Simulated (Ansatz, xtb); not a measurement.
## Two isomers of CH5BrSi

Structure a is `[SiH3]CBr`, a singlet and structure b is `C[SiH2]Br`, a singlet. Both are isolated molecules in the gas phase, relaxed with PBE0-D3(BJ)/def2-SVP.

a (Å):

```json
{"atom": "C", "x (Å)": "-1.4715", "y (Å)": "-1.0869", "z (Å)": "-0.2531"}
{"atom": "Br", "x (Å)": "-2.2381", "y (Å)": "-2.0382", "z (Å)": "-1.7658"}
{"atom": "Si", "x (Å)": "-2.8433", "y (Å)": "-0.3789", "z (Å)": "0.8394"}
{"atom": "H", "x (Å)": "-3.6938", "y (Å)": "-1.4899", "z (Å)": "1.3543"}
{"atom": "H", "x (Å)": "-3.6713", "y (Å)": "0.5734", "z (Å)": "0.0454"}
{"atom": "H", "x (Å)": "-2.2158", "y (Å)": "0.3440", "z (Å)": "1.9898"}
{"atom": "H", "x (Å)": "-0.8248", "y (Å)": "-0.2987", "z (Å)": "-0.6628"}
{"atom": "H", "x (Å)": "-0.8413", "y (Å)": "-1.8034", "z (Å)": "0.2918"}
```

b (Å):

```yaml
atoms:
  - { symbol: C, position_ang: [-2.8087, -0.2537, 0.8812] }
  - { symbol: Br, position_ang: [-2.1700, -1.0018, -2.3276] }
  - { symbol: Si, position_ang: [-1.6530, -1.2762, -0.1693] }
  - { symbol: H, position_ang: [-2.5622, -0.3800, 1.9477] }
  - { symbol: H, position_ang: [-3.8523, -0.5649, 0.7247] }
  - { symbol: H, position_ang: [-2.7221, 0.8131, 0.6268] }
  - { symbol: H, position_ang: [-0.2340, -0.8529, 0.0037] }
  - { symbol: H, position_ang: [-1.7766, -2.7306, 0.1343] }
```

**Question.** Estimate E(b) − E(a) at the level CCSD(T)/def2-TZVP.

**Answer.** Calculated at CCSD(T)/def2-TZVP: E(b) − E(a) = −37.9 kcal/mol, so structure b lies lower.

The same difference at several levels:

```json
{"level": "GFN2-xTB", "geometry": "GFN2-xTB", "E(b) − E(a) (kcal/mol)": "−34.2", "departure from the last row (kcal/mol)": "+3.6", "job, with rough time for the two": "optimisation, 0.27 s"}
{"level": "HF/STO-3G", "geometry": "GFN2-xTB", "E(b) − E(a) (kcal/mol)": "−36.1", "departure from the last row (kcal/mol)": "+1.8", "job, with rough time for the two": "single point, 1 s"}
{"level": "r2SCAN-D4/def2-SVP", "geometry": "GFN2-xTB", "E(b) − E(a) (kcal/mol)": "−38.6", "departure from the last row (kcal/mol)": "−0.7", "job, with rough time for the two": "single point, 5 s"}
{"level": "PBE0-D3(BJ)/def2-SVP", "geometry": "PBE0-D3(BJ)/def2-SVP", "E(b) − E(a) (kcal/mol)": "−38.6", "departure from the last row (kcal/mol)": "−0.7", "job, with rough time for the two": "optimisation, 48 s"}
{"level": "HF/def2-TZVP", "geometry": "PBE0-D3(BJ)/def2-SVP", "E(b) − E(a) (kcal/mol)": "−40.1", "departure from the last row (kcal/mol)": "−2.3", "job, with rough time for the two": "part of the CCSD(T) run"}
{"level": "MP2/def2-TZVP", "geometry": "PBE0-D3(BJ)/def2-SVP", "E(b) − E(a) (kcal/mol)": "−39.4", "departure from the last row (kcal/mol)": "−1.5", "job, with rough time for the two": "part of the CCSD(T) run"}
{"level": "CCSD(T)/def2-TZVP", "geometry": "PBE0-D3(BJ)/def2-SVP", "E(b) − E(a) (kcal/mol)": "−37.9", "departure from the last row (kcal/mol)": "", "job, with rough time for the two": "single point, 67 s"}
```

As drawn, b has 1 Br–Si, 1 C–H in place of 1 C–Br, 1 Si–H.

The levels shown agree on the order. The largest departure from CCSD(T)/def2-TZVP is that of GFN2-xTB, 3.6 kcal/mol.

With harmonic frequencies from PBE0-D3(BJ)/def2-SVP (ideal gas, rigid rotor, one conformer each, 400 K, 1 atm): the zero-point term adds +1.5 kcal/mol; ΔH is −36.3 and ΔG −36.4 kcal/mol.

The correlated steps freeze 15 core orbitals; the filled d shell of Br is correlated, in a basis made for valence electrons. Programs: Ansatz 0.2.0, xtb 6.7.1; the last row on 2 threads of Intel(R) Xeon(R) Processor @ 2.50GHz (Skylake/Cascade Lake) on a shared host.

Bromine on silicon rather than carbon is strongly preferred, and the bond exchange explains why. Moving from a to b replaces a C–Br and an Si–H bond with an Si–Br and a C–H bond, and both changes are favourable. Silicon is more electropositive than carbon, so its bond to bromine gains more ionic stabilisation, while hydrogen overlaps better with the compact carbon valence orbitals than with the diffuse ones of silicon.

The preference is already present at the Hartree–Fock level, and correlation trims it only slightly, as expected for two closed-shell molecules with the same number of single bonds. The zero-point term opposes b, probably because a C–H stretch is stiffer than the Si–H stretch it replaces. Entropy barely matters, since ΔH and ΔG are almost equal, so equilibrium between these two isomers would lie overwhelmingly towards b. This does not make a short-lived: its persistence depends on the barrier to exchanging bromine and hydrogen between carbon and silicon, which the energy difference does not reveal.
